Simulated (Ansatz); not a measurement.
Theory: DFT PBE, scalar-relativistic, plane waves, PAW in Ansatz 0.2.0. All cells share a 420 eV cutoff and Γ-centred k meshes spaced at most about 0.3 Å⁻¹ (about 0.25 or finer for metals, 2π included). No spin polarisation in the final relaxations.

These are static total energies at zero pressure.

Compare these two cells of In3B2As, each relaxed at this level.

1.

```
CELL_PARAMETERS angstrom
5.11614 0.00000 0.00000
-2.55807 4.43071 0.00000
0.00000 0.00000 5.14354
ATOMIC_POSITIONS crystal
In 0.33333 0.66667 0.50000
In 0.66667 0.33333 0.50000
In 0.00000 0.00000 0.00000
B 0.33333 0.66667 0.00000
B 0.66667 0.33333 0.00000
As 0.00000 0.00000 0.50000
```

2.

```
CELL_PARAMETERS angstrom
6.75332 0.00000 0.00000
-3.37666 5.84855 0.00000
0.00000 0.00000 3.04766
ATOMIC_POSITIONS crystal
In 0.50000 0.00000 0.50000
In 0.00000 0.50000 0.50000
In 0.50000 0.50000 0.50000
B 0.33333 0.66667 0.00000
B 0.66667 0.33333 0.00000
As 0.00000 0.00000 0.00000
```

Task: Which form is favoured at zero pressure, and by what margin per atom?

Result: Cell 2 is lower, by 127 meV/atom. Cell 1 has space group P6/mmm (No. 191), 19.4 Å³/atom and no gap on its mesh; cell 2 has space group P6/mmm (No. 191), 20.1 Å³/atom and no gap. Counting As or B atoms around In (for each partner element, those within 1.25 times its shortest distance or 1.15 times the sum of covalent radii, where it is the nearest in units of that sum or under 1.3; a slash parts the counts of unlike sites), cell 1 has In 2/5 and cell 2 has In 4. The lower one is the more open, so pressure narrows the difference. Even the lower one lies +0.96 eV/atom against the reference forms of the elements (uncorrected), so neither is stable at this level. In cell 1, In on a site of symmetry -6m2 has 2 B at 2.57 Å, 3 In at 2.95 Å and 3 As at 2.95 Å; B has 2 In at 2.57 Å, 3 B at 2.95 Å and 3 In at 2.95 Å; As has 2 In at 2.57 Å and 6 In at 2.95 Å; 1 more site not described. In cell 2, around In lie 4 B at 2.47 Å; B is surrounded by 6 In at 2.47 Å and 2 B at 3.05 Å; around As lie 2 As at 3.05 Å. Both come from invented guesses. A third cell relaxed alike, in P-3m1, lies 200 meV/atom below the lower of the two.

Cells relaxed within their symmetry can be saddle points.

The preference for cell 2 is not a preference for In-As bonding. Cell 1 has In-As contacts of 2.57 Å, close to a normal bond, whereas in cell 2 the nearest neighbours of As are other As atoms at 3.05 Å, too far for a regular single bond. What cell 2 gains is a set of In-B contacts at 2.47 Å, shorter than those in cell 1 though still stretched. This probably relieves the underbonded boron enough to outweigh the loss at arsenic.

Neither arrangement lets boron form the short B-B links that stabilise elemental boron and many borides, and cell 2 also gives up the polar covalent bonding of InAs. These deficits plausibly account for much of the large positive energy relative to the elements. The 127 meV/atom therefore ranks two poorly bonded frameworks, and the lower P-3m1 cell rules out both as the ground state at this composition. Separation into InAs, indium and boron would be the chemically natural outcome, but that mixture was not among the energies compared.
